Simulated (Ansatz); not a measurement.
## Ge: energy along a strain

Ge, Fd-3m, a = 5.658 Å (as given, not relaxed at this level: 0.7 GPa). Ansatz: PBEsol, PAW, 420 eV, Γ-centred 14×14×14 mesh on 2 atoms, Gaussian smearing 0.15 eV; no spin polarisation. Cell vectors (Å): 0.000 2.829 2.829; 2.829 0.000 2.829; 2.829 2.829 0.000. The cell is strained by x per cent times the pattern (0 0 0 0 0 1) in the order xx yy zz yz xz xy (engineering shears), with fractional coordinates held. y is the free energy over the start, V0 = 22.636 Å³/atom. Symmetry makes y even in x.

| x (%) | y (meV/atom) |
| --- | --- |
| -2.00 | 2.36 |
| -1.00 | 0.59 |
| 0.00 | 0.00 |
| 0.25 | ? |
| 0.50 | 0.15 |
| 0.75 | 0.33 |
| 1.25 | 0.92 |
| 1.50 | 1.33 |
| 1.75 | 1.81 |

Q: Fit y = c2 x² + c4 x⁴ to the other rows, get the stiffness along the pattern, and predict the missing energy.

A: Least squares on the rows shown. y = 0.5904 x² − 2.563×10⁻⁵ x⁴. The clamped-ion stiffness p·C·p = 2 × 5.904 eV × 160.2 / 22.636 Å³ = 84 GPa, which is C66 in these axes (C44 of the cubic crystal) (second derivative at the start, which stands under stress). At x = 0.25 the fit asked for gives 0.04 meV/atom. The run gave 0.04 meV/atom, the same to the digits shown.

Cost: 9 runs of about 3.8 core-minutes in all, on Intel Xeon Processor @ 2.70GHz (shared hosts).

The energy rises almost purely quadratically over the whole strain range, so the crystal responds harmonically to this shear. The fitted quartic term contributes less than the last printed digit even at the largest strain, so neither its size nor its sign says anything about anharmonicity.

The stiffness comes from the directional sp³ bonds. With the two sublattices moving affinely, the shear lengthens two of the four bonds around each atom and shortens the other two, so it works against stiff bond stretching as well as softer angle bending. Atoms in the diamond structure don't sit at inversion centres, and this shear therefore couples linearly to a relative displacement of the sublattices. Letting that displacement relax would relieve part of the bond stretching at the cost of more bending, and would lower the modulus. The value of 84 GPa is thus an upper bound on the relaxed C44 for this cell and functional, and its lying above the measured constant is expected. The size of the internal-strain softening can't be obtained from these energies.
